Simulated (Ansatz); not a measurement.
**Moving the choice of potentials or basis in NbPd4**

The cell as given:

Space group R-3m:H (No. 166). a = 2.835 Å, b = 2.835 Å, c = 34.486 Å, α = 90.00°, β = 90.00°, γ = 120.00°
| atom | site | symmetry | x | y | z |
| --- | --- | --- | --- | --- | --- |
| Pd | 6c | 3m | 0.3333 | 0.6667 | 0.2673 |
| Pd | 6c | 3m | 0.0000 | 0.0000 | 0.1999 |
| Nb | 3a | -3m | 0.0000 | 0.0000 | 0.0000 |

The cell comes from a database or a generator and needn't be the stable form of this composition.

Kept alike: task relaxation of cell and atoms; functional PBEsol; k mesh 11 × 11 × 11; occupations fermi-dirac, width 0.05 eV; no spin polarisation. Program: Ansatz. Cutoffs run from 420 to 1170 eV. The mesh is that of the run's cell of 5 atoms. No spin-orbit coupling.

```csv
choice of potentials or basis,volume (Å³/atom)
Ansatz PAW (files of its older set among them) (made for PBE),15.079
Ansatz PAW (made for PBE),15.080
JTH PAW (made for PBE),15.055
PseudoDojo standard (PBEsol files),15.082
PseudoDojo stringent (PBEsol files),15.082
```

The relaxations keep at least the cell's symmetry (R-3m). For a metal such a mesh leaves the last digits unconverged. Relaxations stop with a little pressure left, so the last digits of a volume or edge aren't settled.

Question: What does the choice of potentials or basis change here?

Answer: The volume runs from 15.055 (JTH PAW (made for PBE)) to 15.082 Å³/atom (PseudoDojo standard (PBEsol files); PseudoDojo stringent (PBEsol files)).

The equilibrium volume of NbPd4 is almost insensitive to the choice of potential. Four of the five sets practically coincide, and only JTH PAW, at 15.055 Å³/atom, lies slightly lower. This is expected when the same functional governs the valence electrons: the volume is set mainly by the balance between 4d bonding and the outward pressure of the sp electrons, which all the sets evidently describe in much the same way.

Generating a potential with PBE rather than PBEsol doesn't by itself explain the lower JTH value, since the other PBE-made sets agree with the PBEsol files. Details of construction, such as the projectors, augmentation radii or treatment of the Nb and Pd semicore states, are a more likely source, though the volumes can't separate them. The agreement supports the transferability of these potentials for the volume of this phase, but not the accuracy of PBEsol itself, an error that all five would share. Nor does a matching volume guarantee equal axial ratios or elastic constants.
